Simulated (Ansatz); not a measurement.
A correction line for wB97X-V/def2-TZVPP: atomisation enthalpy at 298 K

The atomisation enthalpy at 298 K in kJ/mol of 8 fluorocarbon molecules: x at wB97X-V/def2-TZVPP, y from tabulated heats of molecules and atoms (Active Thermochemical Tables, CRC Handbook of Chemistry and Physics). Shapes, held fixed at every level: PBE0-D4/def2-TZVP. Flexible molecules stand in one conformer, not always the lowest. Computed values hold a harmonic thermal term (PBE0-D4/def2-TZVP) and the atoms' spin-orbit lowering. Programs: Ansatz 0.2.0.

```
                       molecule  x (kJ/mol)  y (kJ/mol)
        CH2F2 (difluoromethane)        1763        1763
       CF4 (tetrafluoromethane)        1975        1968
   C2H2F2 (vinylidene fluoride)        2380        2361
    C2H4F2 (1,2-difluoroethane)        2916           ?
    C2H4F2 (1,1-difluoroethane)        2971        2965
 C2H3F3 (1,1,1-trifluoroethane)        3085        3070
      C2HF5 (pentafluoroethane)        3177        3149
C3H3F3 (3,3,3-trifluoropropene)        3672        3657
```

Fit y = c + s·x to the known rows and predict y for C2H4F2 (1,2-difluoroethane).


1. Means of the 7 rows: x = 2717.57, y = 2704.7.
2. Σ(Δx)² = 2897812, Σ(Δx·Δy) = 2875211, so the slope is 2875211/2897812 = 0.9922.
3. Intercept: 2704.7 − (0.9922) × 2717.57 = 8.3. The largest residual of the fit is 12.
4. C2H4F2 (1,2-difluoroethane): 8.3 + 0.9922 × 2916 = 2902 kJ/mol.

The tabulated heats give 2915 kJ/mol, so the prediction is off by -13 kJ/mol, about the largest residual. Uncorrected, wB97X-V/def2-TZVPP misses it by +1 kJ/mol, and the other rows by 13 on average. The line makes this one worse. Left out in turn, the other rows are missed by 8 kJ/mol on average. The heats of C2H3F3, C2HF5, C3H3F3 come from older tables and can be uncertain by 10 kJ/mol or more. The tabulated value of C2H2F2 is in doubt (older tables, estimates, or at odds with other calculations) and kept here.

The fitted correction fails for 1,2-difluoroethane because it subtracts an overbinding that this molecule hardly shows. Much of that overbinding may not belong to the functional: the four rows with the largest excess are the ones with the less secure heats, while difluoromethane, tetrafluoromethane and 1,1-difluoroethane lie within 7 kJ/mol of the tabulated values. The line therefore probably absorbs reference error along with any real functional or basis-set error. Total atomisation enthalpy is also a weak descriptor for such a correction, since it mainly counts and weighs bonds and says little about how the fluorines are arranged.

The two difluoroethanes show this arrangement effect directly. Calculation and tabulated heats both make the 1,1-isomer the more strongly bound, as expected from geminal stabilisation: fluorine lone pairs donate into the neighbouring C–F antibonding orbital, and the strongly positive carbon attracts both fluorines. Because the isomers contain the same atoms, errors in the atomic references cancel in this comparison, so the ordering is better supported than the fitted correction.
